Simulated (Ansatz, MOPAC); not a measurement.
**A ladder of methods for AsBr3 (arsenous tribromide)**

AsBr3, singlet, SMILES `Br[As](Br)Br`. Each level relaxes the structure for itself.

Quantity: the zero-point energy at each level's own minimum, in kJ/mol. The values are calculated.

| level | kind | program | value (kJ/mol) |
| --- | --- | --- | --- |
| MNDO | semi-empirical | MOPAC | 6.5 |
| PM6 | semi-empirical | MOPAC | 6.5 |
| PM6-DH+ | semi-empirical | MOPAC | 6.5 |
| PM7 | semi-empirical | MOPAC | 6.8 |
| HF/STO-3G | Hartree–Fock | Ansatz | 9.1 |
| HF/3-21G | Hartree–Fock | Ansatz | 6.8 |
| HF/6-31G* (Cartesian functions) | Hartree–Fock | Ansatz | 7.7 |
| PBE/def2-SVP | GGA | Ansatz | 6.6 |
| B3LYP/6-31G* (Cartesian functions) | global hybrid | Ansatz | 6.8 |
| PBE0-D4/def2-TZVP | global hybrid | Ansatz | 7.1 |

All-electron rows without a relativistic Hamiltonian named are non-relativistic. Harmonic and unscaled. The values span 6.5 to 9.1 kJ/mol. Without the sets that lack polarisation functions the rows with a basis span only 6.6 to 7.7 kJ/mol.

The zero-point energy of AsBr3 is small at every level because heavy atoms move in soft As–Br stretches and still softer Br–As–Br bends. The clearest electronic effect appears in the shared 6-31G* basis, where going from Hartree–Fock to B3LYP lowers the value from 7.7 to 6.8 kJ/mol. Hartree–Fock lacks the correlation that mixes in As–Br antibonding character and softens the bonds, so its potential well is too stiff.

Basis changes matter just as much: within Hartree–Fock the value falls from 9.1 with STO-3G to 6.8 with 3-21G, then rises again with 6-31G*. The match between HF/3-21G and B3LYP therefore probably reflects cancellation between basis error and missing correlation. The lower PBE value fits the usual softness of GGA bonds, but the basis also differs from those of the hybrids, so the functional's share can't be isolated. Because the zero-point energy sums over all modes, close totals, including those of MNDO and PM6, don't establish that the individual stretching and bending frequencies agree.
